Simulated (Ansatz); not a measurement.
## In₂Sb: a film clamped to a substrate

Theory: DFT r2SCAN, scalar-relativistic, plane waves, PAW (Ansatz). Cutoff 500 eV, Γ-centred 12×12×8 k-points, Gaussian smearing of 0.15 eV. No spin polarisation. Energies are free energies at this smearing, counted from the undisturbed cell; pressure is positive in compression.

Zero of the scan (relaxed at this level; it needn't be the usual structure):

```
CELL_PARAMETERS angstrom
5.41546 0.00000 0.00000
-2.70773 4.68993 0.00000
0.00000 0.00000 6.44732
ATOMIC_POSITIONS crystal
In 0.66667 0.33333 0.25000
In 0.33333 0.66667 0.75000
In 0.00000 0.00000 0.50000
In 0.00000 0.00000 0.00000
Sb 0.66667 0.33333 0.75000
Sb 0.33333 0.66667 0.25000
```

The cell (6 atoms, V0 = 163.75 Å³) is strained by p along both x and y and by q along z, fractional coordinates fixed. τp = (1/V0) ∂E/∂p = (σxx + σyy)(1 + p)(1 + q) and τq = (1/V0) ∂E/∂q = σzz(1 + p)², with tension positive.

```csv
p,q,ΔE (meV/atom),τp (GPa),τq (GPa)
0.000,0.000,0.00,-0.30,0.24
-0.030,0.000,20.05,-7.87,-1.45
0.030,0.000,13.29,5.15,1.65
0.000,-0.030,5.34,-1.92,-2.42
0.000,0.030,6.33,1.17,2.04
```

Question: Get the second derivatives of the energy density.

Answer: Central differences give A = ∂τp/∂p = 217 GPa (C11 + C22 + 2 C12), C = ∂τq/∂q = 74 GPa (C33) and the cross term B = ∂τq/∂p = 52 GPa (C13 + C23); ∂τp/∂q = 51 GPa must equal B, and any difference shows higher-order terms. Steps this large leave an error of some per cent of A or C in all of these, which can swamp a small B. The ions are clamped.

Question: A film of this crystal grows with z along the normal on a substrate that imposes p. How does its thickness respond, and what does the misfit cost?

Answer: Count p and q from the stress-free cell. A free surface needs τq = 0, so q = −(B/C) p = -0.70 p. The energy density left is (A − B²/C) p²/2 = M p², with the biaxial modulus M = 91 GPa; a misfit of 1 % costs 1.54 meV/atom, against 1.85 meV/atom if the thickness were held.

In a metal these slopes depend on the k mesh and the smearing.

Stretching the film in its plane thins it, but by too little to conserve volume, and this relaxation recovers only a modest part of the misfit energy. The large A is no sign of stiff layers: it counts two strained directions and their coupling, and is close to what an isotropic solid with the same C33 and C13 would show. In the plane, compression costs more than tension, as expected when overlap repulsion steepens at short distances. Along z the energies run the other way, yet the stress still changes more on compression; the reversal comes from the residual tension at the zero of the scan, not from softer repulsion. Clamping the ions should matter little here, since every atom sits on a site fixed by the hexagonal symmetry, and neither strain breaks it. Internal relaxation could then enter only through a spontaneous distortion to lower symmetry. The elastic cost doesn't show that such a film would form, and the known compound of this system is the zinc-blende semiconductor InSb, not an indium-rich metal.
